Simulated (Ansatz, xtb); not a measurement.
# Relative energy of two isomers of C2H9BrGeSi

Structure X is `[CH3][GeH2][CH2][SiH2]Br`, a singlet and structure Y is `C[C@@H]([SiH3])[GeH2][Br]`, a singlet. Both are isolated molecules in the gas phase, relaxed with PBE-D3(BJ)/def2-SVP; the shapes shown needn't be the lowest conformers.

X (Å):

```yaml
atoms:
  - { symbol: C, position_ang: [0.6585, -0.9748, -0.1650] }
  - { symbol: C, position_ang: [1.3897, 1.5518, -2.0737] }
  - { symbol: Br, position_ang: [-1.4823, 2.4967, -0.5323] }
  - { symbol: Ge, position_ang: [0.7204, -0.3192, -2.0176] }
  - { symbol: Si, position_ang: [0.7628, 2.6619, -0.6997] }
  - { symbol: H, position_ang: [1.6530, -0.8858, 0.3144] }
  - { symbol: H, position_ang: [-0.0746, -0.3842, 0.4188] }
  - { symbol: H, position_ang: [0.3509, -2.0383, -0.1452] }
  - { symbol: H, position_ang: [-0.6914, -0.3639, -2.6588] }
  - { symbol: H, position_ang: [1.6855, -1.1953, -2.8683] }
  - { symbol: H, position_ang: [1.1283, 1.9894, -3.0594] }
  - { symbol: H, position_ang: [2.4994, 1.5296, -2.0048] }
  - { symbol: H, position_ang: [1.3305, 2.2483, 0.6284] }
  - { symbol: H, position_ang: [1.0734, 4.1125, -0.9401] }
```

Y (Å):

```yaml
atoms:
  - { symbol: C, position_ang: [0.9311, -1.6555, 0.6590] }
  - { symbol: C, position_ang: [0.7118, -0.1333, 0.6075] }
  - { symbol: Br, position_ang: [-2.7463, -0.5449, 0.3097] }
  - { symbol: Ge, position_ang: [-0.9638, 0.3865, 1.5107] }
  - { symbol: Si, position_ang: [0.8095, 0.5650, -1.1617] }
  - { symbol: H, position_ang: [0.9493, -2.0392, 1.7006] }
  - { symbol: H, position_ang: [1.8923, -1.9442, 0.1840] }
  - { symbol: H, position_ang: [0.1210, -2.1928, 0.1239] }
  - { symbol: H, position_ang: [1.4993, 0.3952, 1.1943] }
  - { symbol: H, position_ang: [2.1899, 0.3159, -1.7129] }
  - { symbol: H, position_ang: [0.5506, 2.0481, -1.1517] }
  - { symbol: H, position_ang: [-0.1952, -0.1102, -2.0515] }
  - { symbol: H, position_ang: [-1.0436, -0.2140, 2.9415] }
  - { symbol: H, position_ang: [-1.1868, 1.9212, 1.5294] }
```

Question: Estimate which is lower in electronic energy at CCSD(T)/def2-SVP + ΔMP2/def2-TZVPP, and by roughly how much.

Answer: The CCSD(T)/def2-SVP + ΔMP2/def2-TZVPP calculation puts structure X lower, by 54.4 kJ/mol.

The same difference at several levels:

| level | geometry | E(Y) − E(X) (kJ/mol) | departure from the last row (kJ/mol) | job, with rough time for the two |
| --- | --- | --- | --- | --- |
| GFN2-xTB | GFN2-xTB | −26.8 | −81.2 | optimisation, 0.3 s |
| HF/STO-3G | GFN2-xTB | +52.6 | −1.8 | single point, 0.72 s |
| r2SCAN-D4/def2-SVP | GFN2-xTB | +46.7 | −7.7 | single point, 5.3 s |
| PBE-D3(BJ)/def2-SVP | PBE-D3(BJ)/def2-SVP | +42.6 | −11.8 | optimisation, 46 s |
| HF/def2-SVP | PBE-D3(BJ)/def2-SVP | +43.2 | −11.2 | part of the CCSD(T) run |
| MP2/def2-SVP | PBE-D3(BJ)/def2-SVP | +41.9 | −12.5 | part of the CCSD(T) run |
| CCSD(T)/def2-SVP | PBE-D3(BJ)/def2-SVP | +38.0 | −16.4 | single point |
| CCSD(T)/def2-SVP + ΔMP2/def2-TZVPP | PBE-D3(BJ)/def2-SVP | +54.4 |  | single point, 2 min |

As drawn, Y has 1 C–C, 1 Br–Ge, 1 Si–H in place of 1 C–Ge, 1 Br–Si, 1 C–H.

GFN2-xTB puts the two in the other order. The largest departure from CCSD(T)/def2-SVP + ΔMP2/def2-TZVPP is that of GFN2-xTB, 81.2 kJ/mol. The last row adds to CCSD(T) the change of the MP2 difference between the two basis sets, here +16.4 kJ/mol, a large step that makes the value less sure.

With thermal terms from frequencies at re-optimised GFN2-xTB minima (ideal gas, soft modes damped towards free rotors, one conformer each, 298.15 K, 1 atm): on the last row, ΔE + ΔZPE = +49.4, ΔH = +49.2, ΔG = +50.7 kJ/mol.

The correlated steps freeze 25 core orbitals; the filled d shell of Br and Ge is correlated, in a basis made for valence electrons. Mirror images aren't counted in ΔG. Run with Ansatz 0.2.0, xtb 6.7.1; the last row on 4 threads of Arm Neoverse V1 on a shared host.

X is favoured because its Si–Br and C–H bonds together outweigh what Y gains from a C–C bond in place of the weaker C–Ge bond. Silicon binds bromine more strongly than germanium does, since it is the more electropositive of the two and forms a shorter, more polar bond. Hydrogen likewise gains by sitting on carbon rather than silicon. The preference is already present at the mean-field level: in the same basis and geometry, HF gives +43.2 kJ/mol and CCSD(T) +38.0 kJ/mol, so correlation trims it rather than creates it. The reversed order from GFN2-xTB probably reflects an imbalance in its parametrised bond energies, while the closeness of HF/STO-3G to the last row is best read as error cancellation in a minimal basis. Thermal terms change little, as expected for two acyclic isomers of similar flexibility. The total difference does not separate the halogen's preference for silicon from the cost of rearranging the skeleton; that would need an isomer in which only bromine and hydrogen trade places.
